The row at 2.86 Å looks wrong. There UHF, a single determinant, lies 0.052 eV below CASSCF, which optimises a correlated wave function for the stretched N–H bond of borazine. In every shorter row the order is the other way round, with UHF still 0.268 eV above CASSCF at 2.24 Å. A second oddity sits in the middle of the table: UHF agrees with RHF through 1.38 Å and has left it by 1.58 Å.

PySCF 2.14.0 calculations with RHF, broken-symmetry UHF and CASSCF (2 electrons in 2 orbitals), 6-31G(d) basis, for neutral singlet borazine (B3H6N3). One N–H bond is stretched rigidly from the GFN2-xTB geometry. Spin squared refers to UHF, and the weak occupation to the less occupied CASSCF natural orbital.

```csv
bond length (Å),CASSCF energy over its lowest point (eV),RHF energy over CASSCF (eV),UHF energy under RHF (eV),spin squared,first weak orbital occupation
0.940,0.144,0.430,0.000,0.000,0.013
1.020,0.000,0.496,0.000,0.000,0.018
1.120,0.200,0.589,0.000,0.000,0.026
1.220,0.622,0.693,0.000,0.000,0.037
1.380,1.459,0.891,0.000,0.000,0.063
1.580,2.478,1.205,0.086,0.265,0.116
1.840,3.512,1.730,0.901,0.699,0.226
2.240,4.407,2.746,2.478,0.926,0.462
2.860,4.817,4.328,4.380,1.000,0.772
```

The bond itself shows no sudden event. As hydrogen moves away, its orbital overlaps less with that of nitrogen, and the two bonding electrons gain less from being shared. Each then tends to stay with its own atom. CASSCF describes this by moving electrons gradually from the bonding into the antibonding orbital, whose occupation is the weak occupation of the table. It rises at every step, from 0.013 to 0.772.

RHF must keep both electrons in one orbital, so even at long distance they are often found on the same atom. With this false ionic part RHF climbs 8.6 eV from its lowest point, against 4.8 eV for CASSCF. Closed-shell RHF followed along the stretch thus gives a badly inflated cost for N–H homolysis. The CASSCF rise is no bond energy either, because the rest of the molecule is frozen and most dynamic correlation is absent.

UHF avoids the ionic part by giving the two spins different orbitals, but it pays a price. Its determinant is no longer a pure singlet; it contains some triplet, which lies high in energy while the bond is short. Separating the spins therefore brings no gain until the bond is weak enough. CASSCF mixes in the antibonding pair without any triplet, so it gains at every distance.

A model with two equal sites makes the threshold quantitative. Let $2D$ be the spacing between the configurations with both electrons in the bonding or both in the antibonding orbital, and $K$ the coupling between them. If the two UHF spin orbitals overlap by $c$, sharing gains $Dc$ and double occupation of a site costs $Kc^2$:

$$E(c)=-Dc+Kc^2,\qquad c=\frac{D}{2K}\ \text{ if } D<2K .$$

For larger $D$ the overlap stays at 1, and UHF is simply RHF. The mixed-in triplet gives a spin squared of $1-c^2$. The correlated pair has a weak occupation $n=1-D/\sqrt{D^2+K^2}$, so the CASSCF occupations supply $D/K$ and the UHF behaviour follows without adjustment.

At 1.84 Å, for example, $n=0.226$ gives

$$\frac{D}{K}=\frac{1-n}{\sqrt{n(2-n)}}=1.22,\qquad c=0.61,\qquad 1-c^2=0.63 .$$

The UHF calculation has 0.699, about a tenth more than the estimate, and no UHF value entered it. The model does worst at 1.58 Å, where it yields less than half of the computed spin squared. That row lies just past the threshold, where a small error in the onset matters most.

The threshold $D=2K$ corresponds to a weak occupation of 0.106. This falls between the last row in which UHF equals RHF, with 0.063, and the first in which it does not, with 0.116. The kink is thus the Coulson–Fischer point, a property of the single determinant and not of the bond. Once past it, UHF overshoots: at 1.84 Å its spin squared implies about twice the weak occupation found by CASSCF.

The last row can be judged by the same model. As the bond breaks, singlet and triplet approach each other, the price of mixing them fades, and UHF should come down towards CASSCF from above. With $K$ taken from the energy difference between RHF and CASSCF, the model still leaves it 0.07 eV above at 2.86 Å. This $K$ is a lower estimate, because RHF optimises its own orbitals instead of keeping the CASSCF bonding orbital. The computed UHF energy lies roughly 0.1 eV lower than that, but so it does, to within a factor of two, in all four rows with broken symmetry. The crossing appears only at the end because only there has the price of mixing become smaller than this extra lowering.

The sign of the last row points to electrons outside the bond. If they stayed paired in shared orbitals, and both methods followed the same electronic state, UHF could fall below CASSCF only if the triplet of the stretched pair lay below its singlet. UHF, however, lets all electrons respond to the unpaired spin left on the ring fragment, whereas this CASSCF correlates two electrons and keeps the others paired. Such spin polarisation is the likely cause. It should also add to the spin squared, which exceeds the model value in all four broken rows and reaches 1.000 at 2.86 Å against 0.986. A ring radical with its odd electron in the π system is expected to lie well above the in-plane σ radical that this stretch produces, so a change of state is unlikely, though no calculation here isolates the polarisation or checks the state. Part of the 0.1 eV may instead come from treating nitrogen and hydrogen as equal sites.

The CASSCF pair shows no jump at 2.86 Å that could explain the crossing. A straight line through the logarithm of $D/K$ for all nine rows reproduces $D/K$ to about 3 % in the root mean square, as the output below shows. The ratio halves about every 0.4 Å on average, in line with an orbital overlap that decays roughly exponentially. The slope of its logarithm eases from about 1.9 per Å at short distance to about 1.6 per Å, and it is the same over the last two steps. Both oddities are therefore compatible with a smoothly weakening bond: the first split comes from the single determinant, and the crossing most likely from electrons that UHF and this CASSCF treat differently.

Printed output of the fit:

```
One-pair model against the calculation:
   row  K from RHF-CASSCF difference (eV)  D/K from CASSCF occupation  model spin squared  weak occupation implied by UHF spin squared  UHF over CASSCF (eV)  model UHF over CASSCF (eV)  UHF lower than model by (eV)
  0.94                              5.316                       6.141                   0                                            0                  0.43                        0.43                    -5.551e-17
  1.02                              5.205                       5.199                   0                                            0                 0.496                       0.496                    -5.551e-17
  1.12                              5.132                       4.299                   0                                            0                 0.589                       0.589                             0
  1.22                              5.048                       3.573                   0                                            0                 0.693                       0.693                             0
  1.38                              4.941                       2.682                   0                                            0                 0.891                       0.891                      1.11e-16
  1.58                              4.856                       1.891              0.1061                                       0.1427                 1.119                       1.191                       0.07157
  1.84                              4.847                       1.222              0.6264                                       0.4514                 0.829                      0.9973                        0.1683
  2.24                               5.01                      0.6382              0.8982                                        0.728                 0.268                      0.4233                        0.1553
  2.86                              5.459                      0.2342              0.9863                                            1                -0.052                     0.07283                        0.1248
fit of lng on 9 rows: constant 3.353 +/- 0.034, coefficient of bond_length -1.694 +/- 0.02; rms 0.0315, worst 0.94 -0.0544, leave-one-out rms 0.0499
Model weak occupation at which UHF splits from RHF: 0.1056
Model onset of UHF splitting (angstrom): 1.548
Longest bond with UHF equal to RHF (angstrom): 1.38
Shortest bond with broken-symmetry UHF (angstrom): 1.58
Onset extrapolated from first two broken-symmetry rows (angstrom): 1.49
Smallest amount UHF lies below its model position in broken rows (eV): 0.07157
Largest amount UHF lies below its model position in broken rows (eV): 0.1683
RHF rise from its lowest point to the longest bond (eV): 8.649
UHF rise from its lowest point to the longest bond (eV): 4.269
```
